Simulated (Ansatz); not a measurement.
# SrLiH₃: energy above lowest point against volume scale

Results calculated with Ansatz 0.2.0, not measured. Free energy against uniform scaling of the volume at fixed shape and fractions; periodic cell, basis, potentials, k mesh and filling as listed.

The cell before it is scaled or strained (space group Pm-3m, No. 221):
```
CELL_PARAMETERS angstrom
4.63080 0.00000 0.00000
0.00000 4.63080 0.00000
0.00000 0.00000 4.63080
ATOMIC_POSITIONS crystal
Li 0.00000 0.00000 0.00000
Sr 0.50000 0.50000 0.50000
H 0.00000 0.50000 0.50000
H 0.50000 0.00000 0.50000
H 0.50000 0.50000 0.00000
```

Settings of every row: functional r2SCAN; dispersion none; potentials PAW; wave cutoff 312.93 eV; density cutoff 1251.7 eV; k mesh 4x4x4; k shift 0x0x0; occupations fixed; smearing width 0 eV; spin none; xc grid level 2.

Limits: cutoff under the advised one; the cell comes from a prototype or a list of computed structures and needn't be the stable phase.

```csv
row,volume scale,V (Å³/atom),energy above lowest point (meV/atom)
1,0.94,18.669,9
2,0.96,19.066,4.6
3,0.98,19.464,1.9
4,1,19.861,0.4
5,1.02,20.258,0
6,1.04,20.655,?
7,1.06,21.053,2.1
```

Question: what energy above lowest point should row 6 give?

Worked fit of energy above lowest point. Take u = (V_r/V)^(2/3) − 1 with V_r = 19.663 Å³ an atom, which is twice the finite (Eulerian) strain; such expansions in the strain, on which the Birch-Murnaghan equation of state is built, carry the rest volume and the bulk modulus. The shown rows have u = 0.03519, 0.02077, 0.0068, -0.00666, -0.01968, -0.04452. Least squares give energy above lowest point = 0.98 + 114.7 × u + 3154 × u² meV/atom; a straight line predicts inner rows, each left out in turn, worse (root mean square 2 against 0.1 meV/atom). The rows lie off it by 0.1, -0.1, 0.0, 0.0, 0.1, 0.0. The withheld row has u = -0.03228, so the fit gives 0.98 + 114.7 × (-0.03228) + 3154 × (-0.03228)² = 0.6 meV/atom.

The calculation gave 0.7 meV/atom. The fit lies 0.1 meV/atom (14 % of the value, 1.1 % of the column's range) below it, one unit of the last digit.
